The quantity is the energy needed to turn the SiH₂ end of the ion HO–C=SiH₂⁺ about its carbon–silicon bond, counted from the energy of the minimum structure. It was computed with CCSD(T) and three density functionals. The scan is rigid: the SiH₂ group turns as one piece and nothing else adjusts.

Rigid scan of the torsion O1-C2-Si3-H5 (atoms in SMILES order, hydrogens last) in gas-phase CH3OSi⁺ (SMILES O[C+]=[SiH2]), starting from the PBE0-D4/def2-TZVP minimum at -100.5°. Spin-restricted calculations with Ansatz 0.2.0 and the def2-TZVPP basis, with frozen cores in CCSD(T). Energies are counted from that minimum structure at the same level.

| torsion (°) | CCSD(T) (eV) | PBE-D4 (eV) | PBE0-D4 (eV) | wB97M-V (eV) | PBE-D4 less CCSD(T) (eV) | T1 diagnostic |
| --- | --- | --- | --- | --- | --- | --- |
| -168.7 | 0.8008 | 0.7834 | 0.8033 | 0.8073 | -0.0174 | 0.027 |
| -138.7 | 0.2655 | 0.2624 | 0.2685 | 0.2682 | -0.0031 | 0.024 |
| -108.7 | 0.0123 | 0.0122 | 0.0125 | 0.0124 | -0.0001 | 0.024 |
| -100.5 | 0.0000 | 0.0000 | 0.0000 | 0.0000 | 0.0000 | n/a |
| -78.7 | 0.0885 | 0.0875 | 0.0896 | 0.0894 | -0.0010 | 0.024 |
| -48.7 | 0.4815 | 0.4748 | 0.4862 | 0.4865 | -0.0067 | 0.025 |
| -18.7 | 1.0940 | 1.0479 | 1.0773 | 1.0917 | -0.0461 | 0.035 |
| 11.3 | 0.9217 | 0.8952 | 0.9235 | 0.9303 | -0.0265 | 0.028 |
| 41.3 | 0.4133 | 0.4011 | 0.4176 | 0.4185 | -0.0122 | 0.025 |
| 71.3 | 0.1698 | 0.1588 | 0.1701 | 0.1710 | -0.0110 | 0.025 |
| 101.3 | 0.2431 | 0.2319 | 0.2448 | 0.2456 | -0.0112 | 0.025 |
| 131.3 | 0.6200 | 0.6052 | 0.6263 | 0.6282 | -0.0148 | 0.026 |
| 161.3 | 1.1809 | 1.1178 | 1.1532 | 1.1736 | -0.0631 | 0.044 |

The torsion hides a simple order, because its zero isn't the minimum. Add 100.5° to it, drop the sign, and replace any result above 180° by 360° minus that result. This gives the turn $\delta$ away from the minimum. Left and right turns are mirror images, so all rows fall on one curve: a climb to above 1 eV near a quarter turn, then a descent into a second well near the half turn, which lies somewhat higher than the first.

The climb is best understood as the loss of a π bond. In the minimum, a p orbital on silicon lies parallel to one on carbon, and two electrons share the bonding combination. When SiH₂ turns, the silicon orbital turns with it, and only its component along that carbon orbital still takes part in this bond. That component is $\cos\delta$.

What this does to the energy depends on how far apart the two orbital levels lie. If they are close, each electron gains an energy proportional to the coupling, so the bond is worth an amount proportional to $|\cos\delta|$ and the turn costs $1-|\cos\delta|$. If they are far apart, the gain goes with the square of the coupling and the cost becomes $\sin^2\delta$. The table favours the first form: for turns up to 82°, the CCSD(T) energy divided by $1-|\cos\delta|$ stays between 1.20 and 1.28 eV, whereas divided by $\sin^2\delta$ it nearly doubles. This is a match of shape. It doesn't prove that the two levels are close, because the turning silicon orbital also begins to meet a second carbon orbital, as discussed below.

The second well has a geometric origin. A flat SiH₂ group would look the same after half a turn, and the energy would return to zero. Here the group is slightly pyramidal, and its hydrogens, which lean away from the oxygen side in the minimum, lean towards it after half a turn. The π bond is restored, but at the price of this unfavourable arrangement. Since the scan freezes the pyramid, it doesn't show whether the second well would survive relaxation.

Together these two effects give the rule

$$E \approx 1.3\ \text{eV}\,(1-|\cos\delta|) + 0.17\ \text{eV}\,|\cos\delta|,$$

where the second term counts only for turns beyond 90°. Its two constants were fitted to the CCSD(T) energies of all rows and then rounded.

Take the row at −48.7°. The turn is 51.8° and its cosine 0.618, so the estimate is 1.3 × 0.382 = 0.50 eV. CCSD(T) gives 0.48 eV.

The row at 41.3° lies past the quarter turn. The turn is 141.8°, with $|\cos\delta|$ = 0.786. The lost bonding costs 1.3 × 0.214 = 0.28 eV and the second term adds 0.17 × 0.786 = 0.13 eV. The sum is 0.41 eV, and CCSD(T) also gives 0.41 eV. Both rows were part of the fit, so they illustrate the rule and don't test it.

Over the whole table the rounded rule stays within 0.05 eV of CCSD(T), and within about 8% in every row except the minimum, where both are zero by definition. It runs slightly high before the quarter turn and is most clearly low just after it, because one constant has to serve both sides. That is good enough to say which orientations are cheap and which are costly. It is too coarse to judge a functional such as wB97M-V, which departs from CCSD(T) by less than 0.01 eV. The printed analysis after this text lists the misses row by row.

Twisted ethylene is the simpler model to keep in mind, since there too a turn removes the overlap of two p orbitals. The likeness lies in the lost overlap; neither the exact shape of the curve nor its height need carry over. In this ion the carbon has a second p orbital, which accepts charge from oxygen and which the silicon orbital comes to face at a quarter turn. The 1.3 eV is therefore a constant for this ion, not the strength of its π bond.

The rule is least safe at the top. A broken π bond can leave one electron on each atom, but these calculations start from a reference that keeps both in the same orbital, which can make the top too high and too sharp. The T1 diagnostic, a warning that a single determinant describes the molecule poorly, is largest in the two highest rows, at 0.035 and 0.044. Agreement there is agreement with a calculation that is itself less secure. Some doubt remains elsewhere too: in every row, even at the minimum, the Hartree–Fock reference of CCSD(T) is unstable towards an unrestricted one, and the singles amplitudes are large.

In practice, use the rule for rigid turns of this ion within about 70° of either well, and allow an error of 0.05 eV against CCSD(T). For the barrier itself, use a method that lets the two electrons separate, and relax the structure.

Numerical output:

```
fit of ccsd_t on 13 rows: coefficient of lost 1.312 +/- 0.013, coefficient of far 0.1719 +/- 0.013; rms 0.0191, worst 11.3 -0.0334, leave-one-out rms 0.0246
fit of ccsd_t on 13 rows: coefficient of sin2 0.9678 +/- 0.056, coefficient of half 0.1159 +/- 0.056; rms 0.0819, worst 161.3 -0.167, leave-one-out rms 0.0983
Rule by hand, 1.3 and 0.17 eV:
     row  turn (deg)   |cos|  rule (eV)  rule less CCSD(T) (eV)  miss (%)
  -168.7        68.2  0.3714     0.8172                 0.01642     2.051
  -138.7        38.2  0.7859     0.2784                 0.01289     4.853
  -108.7         8.2  0.9898    0.01329               0.0009909     8.056
  -100.5           0       1          0                       0         0
   -78.7        21.8  0.9285    0.09297                0.004468     5.049
   -48.7        51.8  0.6184     0.4961                 0.01457     3.026
   -18.7        81.8  0.1426      1.115                 0.02058     1.881
    11.3       111.8  0.3714     0.8804                -0.04135    -4.486
    41.3       141.8  0.7859      0.412               -0.001318    -0.319
    71.3       171.8  0.9898     0.1816                 0.01175     6.922
   101.3       158.2  0.9285     0.2508                0.007711     3.172
   131.3       128.2  0.6184     0.6012                 -0.0188    -3.032
   161.3        98.2  0.1426      1.139                -0.04207    -3.563
Rms miss of the rounded rule, all rows (eV): 0.01985
Largest miss of the rounded rule, any sign (eV): 0.04207
Largest miss of the rounded rule, any sign (%): 8.056
Turns below 90 deg, energy over 1-|cos|, smallest (eV): 1.203
Turns below 90 deg, energy over 1-|cos|, largest (eV): 1.276
Turns below 90 deg, energy over sin squared, smallest (eV): 0.6046
Turns below 90 deg, energy over sin squared, largest (eV): 1.117
PBE-D4, largest deviation from CCSD(T), any sign (eV): 0.0631
PBE0-D4, largest deviation from CCSD(T), any sign (eV): 0.0277
wB97M-V, largest deviation from CCSD(T), any sign (eV): 0.0086
```
